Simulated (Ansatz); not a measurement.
# Exchange couplings of ferromagnetic fcc Ni out to 10 Å, from PBEsol at constrained and at rigid moments

The usual rule of thumb is that nearest neighbours settle the order in a ferromagnetic metal, and that the more distant couplings are small ripples of alternating sign. I put this to the test for fcc Ni. The answer matters for thin films and small particles, where distant neighbours are missing, and for any spin model that has to be cut off at some radius. The quantity is J between two Ni moments, calculated with PBEsol for small rotations away from the ferromagnetic state; positive J favours parallel moments. I weigh each shell by its part in the mean field, and I compare couplings at constrained moments with those at rigid moments.

## How the numbers were made

One system, Ni (fcc, Fm-3m), in the lowest of the collinear states that were tried (ferromagnetic, 1 atom(s), 1 counted as magnetic, largest moment 0.66 muB), from measured cells of the Crystallography Open Database. Ansatz 0.2.0, plane waves with the earlier PAW datasets of its set soft_1, cutoff 420 eV, collinear spins without spin-orbit coupling, Fermi-Dirac smearing of 0.1 eV. The k mesh is 20×20×20 and the sums for the couplings run over 20×20×20. Functional: PBEsol, Dudarev U (eV) none. The couplings are taken at constrained moments: the directions are held and the rest of the density and field relaxes in linear response. A second set comes from the magnetic force theorem at rigid moments: each moment turns with its exchange field frozen. The mean-field temperature from all couplings of the first set is 584 K. Shells are pairs of one length, elements and relative sign; shells whose pairs differ much, and those beyond half the range that the mesh resolves, are left out. By the count of bands on its mesh the state is metallic. The same in all rows: elements and relative sign of the two moments in this state: Ni–Ni, parallel.

Notes on method and selection:

- J is defined by E = -sum over ordered pairs (each pair twice) of J e_i.e_j with unit vectors e, a classical Heisenberg model without biquadratic or multi-spin terms, so J > 0 favours parallel moments and the moment's size is inside J.
- The state is the lowest of a few collinear starts and need not be the true ground state; spin-orbit coupling is left out.
- Far couplings are the most sensitive to the k mesh.
- Couplings at rigid moments can miss in size and sometimes in sign.
- moments collapse or turn in other starts
- Ansatz's own search for a lower self-consistent state was switched off in these runs, so a run may rest in a state that is not the lowest for its pattern of moments.
- Runs whose couplings were flagged as in doubt, moved by over 30 per cent with the upper empty bands, lost their pattern of moments or rest on unlike orbital states are not listed.
- For crystals with 4f or 5f elements only couplings at constrained moments are used, since rigid ones can be several times too large.
- Runs that did not converge, have known faults or may not be shown are not listed, and runs on Ansatz's PAW sets soft_1 and soft_2 are kept to separate tables.

Columns:

- distance (Å): distance of the pair.
- neighbours: such neighbours per magnetic atom.
- J, constrained (meV): mean J of the shell at constrained moments.
- J, rigid (meV): mean J of the same pairs at rigid moments.
- part in mean field (meV): J times neighbours times the relative sign, first set: the shell's part in the mean field that holds this state (negative: it works against the state).

## Table of results

| member | distance (Å) | neighbours | J, constrained (meV) | J, rigid (meV) | part in mean field (meV) |
| --- | --- | --- | --- | --- | --- |
| Ni–Ni at 2.49 Å | 2.49 | 12 | 5.6667 | 3.1283 | 68.000 |
| Ni–Ni at 3.52 Å | 3.52 | 6 | −1.0600 | −0.0503 | −6.360 |
| Ni–Ni at 4.32 Å | 4.32 | 24 | ? | ? | ? |
| Ni–Ni at 4.98 Å | 4.98 | 12 | −0.0593 | 0.0764 | −0.712 |
| Ni–Ni at 5.57 Å | 5.57 | 24 | −0.0162 | 0.0403 | −0.389 |
| Ni–Ni at 6.10 Å | 6.10 | 8 | −0.2607 | −0.0186 | −2.086 |
| Ni–Ni at 6.59 Å | 6.59 | 48 | 0.1687 | 0.0823 | 8.100 |
| Ni–Ni at 7.05 Å | 7.05 | 6 | −0.0241 | −0.0006 | −0.145 |
| Ni–Ni at 7.88 Å | 7.88 | 24 | 0.0483 | 0.0252 | 1.160 |
| Ni–Ni at 8.26 Å | 8.26 | 24 | −0.0009 | 0.0126 | −0.022 |
| Ni–Ni at 8.63 Å | 8.63 | 24 | 0.0351 | 0.0260 | 0.842 |
| Ni–Ni at 8.98 Å | 8.98 | 72 | 0.0046 | 0.0002 | 0.329 |
| Ni–Ni at 9.65 Å | 9.65 | 48 | −0.0149 | −0.0017 | −0.714 |
| Ni–Ni at 9.97 Å | 9.97 | 12 | 0.0113 | −0.0025 | 0.135 |

Cells marked ? are withheld until the estimate has been made.

## What drives the series

The first shell dominates. It gives 68.000 meV of mean field, while the other twelve shells with values nearly cancel. They are not all weak: the positive parts are 8.100 + 1.160 + 0.842 + 0.329 + 0.135 = 10.566 meV, and the negative parts take away 6.360 + 2.086 + 0.714 + 0.712 + 0.389 + 0.145 + 0.022 = 10.428 meV. All thirteen shells together give 68.000 + 10.566 − 10.428 = 68.138 meV.

The fall with distance is not smooth. J drops from 5.6667 meV at 2.49 Å to −1.0600 meV at 3.52 Å and is almost zero at 4.98 and 5.57 Å, yet it returns to 0.1687 meV at 6.59 Å. With 48 neighbours, that shell makes the second-largest part, 8.100 meV. Theory expects such behaviour when electrons at the Fermi surface carry the coupling: its sign oscillates with distance and its strength depends on direction as well as length. The filled majority d band and the smearing of 0.1 eV should both damp the far couplings. Beyond 7 Å the values are below 0.05 meV in size, and I read nothing into their individual signs, since they are the most sensitive to the k mesh.

The rule of thumb holds for the mean field but fails for the stiffness of long spin waves, where each part is weighted by distance squared. The first shell then counts 68.000 × 2.49² = 422 meV Å² and the shell at 6.59 Å counts 8.100 × 6.59² = 352 meV Å², nearly as much.

Rigid moments give a weaker first shell, by a factor of 5.6667 / 3.1283 = 1.81, and the opposite sign in four of the smaller ones. Freezing the exchange field is a rough approximation where the moment is small and itinerant, as in Ni. The antiferromagnetic starts lost their moments, so these couplings describe small rotations and not the energy of a reversed pattern.

## An estimate before looking

Plain estimates from the members shown:

- Ni–Ni at 4.32 Å, straight-line interpolation between Ni–Ni at 3.52 Å and Ni–Ni at 4.98 Å: w = (4.32 − 3.52) / (4.98 − 3.52) = 0.548, so −1.0600 + 0.548 × (−0.0593 − (−1.0600)) = −0.5117 meV

The straight line between the neighbouring shells gives −0.5117 meV, but I do not trust it, because J oscillates on the scale of the shell spacing. The mean-field temperature is a better guide, since it contains all couplings, including the withheld one.

For this definition of J, k_B T = (2/3) J₀, where J₀ is the sum of neighbours times J and k_B = 0.08617 meV/K. The total is therefore 1.5 × 0.08617 × 584 = 75.49 meV. The shells with values supply 68.138 meV, which leaves 75.49 − 68.138 = 7.35 meV. If the 24 neighbours at 4.32 Å carry all of it, J = 7.35 / 24 = 0.31 meV, a ferromagnetic coupling. The straight line would instead contribute 24 × (−0.5117) = −12.28 meV and require 7.35 + 12.28 = 19.63 meV from unlisted shells, more than any shell beyond the first provides.

Two unlisted contributions limit the estimate. One is the shell at 3 × 2.49 = 7.47 Å, which the lattice requires but the table omits; the other is the sum of everything beyond 9.97 Å. I set both to zero, as their signs are unknown. The eleven parts from 4.98 Å outward have a root-mean-square size of 2.58 meV. Allowing that much for each contribution independently gives 2.58 × √2 / 24 = 0.15 meV. The single total closes the sum for only one unknown, so I cannot try the route on another shell.

**Committed estimate, Ni–Ni at 4.32 Å: J, constrained = 0.31 ± 0.15 meV.**

## Check

| member | distance (Å) | neighbours | J, constrained (meV) | J, rigid (meV) | part in mean field (meV) |
| --- | --- | --- | --- | --- | --- |
| Ni–Ni at 4.32 Å | 4.32 | 24 | 0.4952 | 0.3960 | 11.884 |

| member | estimate | J, constrained (meV) | computed | estimate − computed | miss in error bars |
| --- | --- | --- | --- | --- | --- |
| Ni–Ni at 4.32 Å | committed | 0.3100 | 0.4952 | −0.1852 | 1.2 |
| Ni–Ni at 4.32 Å | interpolation | −0.5117 | 0.4952 | −1.0069 |  |

The computed coupling is 0.4952 meV, so my 0.31 ± 0.15 meV was too low by 0.1852 meV, or 1.2 error bars. It still did much better than the straight line, which had the wrong sign and missed by 1.0069 meV.

The sum over the mean field gave the right sign. What failed was setting the unlisted shells to zero. The listed parts now add up to 68.138 + 11.884 = 80.022 meV, against 75.49 meV from the mean-field temperature, so the unlisted shells must contribute 75.49 − 80.022 = −4.53 meV. Spread over 24 neighbours, that is −0.19 meV each, which is my whole miss. The shell at 7.47 Å may hold much of it. It mixes pairs along the close-packed line with pairs in other directions, and was probably left out because their couplings differ.

The new shell also takes second place in the mean field from the one at 6.59 Å, with 11.884 against 8.100 meV.

## Residuals

The shell at 3.52 Å departs most from a smooth decay: −1.0600 meV between two positive shells. At rigid moments it is only −0.0503 meV, so nearly all of its strength comes from letting the exchange field respond. In theory this response raises the energy of short spin waves most. To leading order it multiplies every rigid J by a common factor and subtracts a term for each path of two nearest-neighbour steps joining the pair.

There are 4 such paths at 2.49 and 3.52 Å, 2 at 4.32 Å and 1 at 4.98 Å. The first two shells fix the factor at (5.6667 + 1.0600) / (3.1283 + 0.0503) = 2.12 and the term at (1.0600 − 2.12 × 0.0503) / 4 = 0.238 meV. I fit both constants freely, although the theory links them, so this tests the pattern over the shells and does not prove the cause. The next two then follow as 2.12 × 0.3960 − 2 × 0.238 = 0.36 meV and 2.12 × 0.0764 − 0.238 = −0.08 meV, against computed values of 0.4952 and −0.0593 meV.

The shell at 6.10 Å is the main counter-example. No two-step path reaches it, and the factor alone gives −0.04 meV, yet the computed value is −0.2607 meV. Longer paths are a possible cause. For all the other shells the formula misses by at most 0.13 meV, but this is a weak test where J itself is smaller than that, and at 5.57, 8.26 and 9.97 Å the sign comes out wrong.

## Conclusions

Nearest neighbours decide the ferromagnetic order of Ni at this level: they supply 68.000 of the 80.022 meV listed. Alone they give a mean-field temperature of (2/3) × 68.000 / 0.08617 = 526 K, against 584 K with all couplings. The signs of the next shells do not follow from interpolation; a known total fixed one missing shell to about 0.2 meV.

Spin-wave stiffness is another matter. If the missing −4.53 meV sat entirely at 7.47 Å, it would count −4.53 × 7.47² = −253 meV Å², more than half the first shell's 422 meV Å² in size. I would not sum a stiffness from this table.

Mean-field theory also neglects correlated fluctuations of the moments. For classical spins on an fcc lattice with nearest-neighbour coupling these lower the ordering temperature by roughly a fifth, about 120 K here and twice the effect of all shells beyond the first. Changes in the size of the moment on heating are left out too, and may matter as much in a metal whose moments collapse in antiferromagnetic starts.
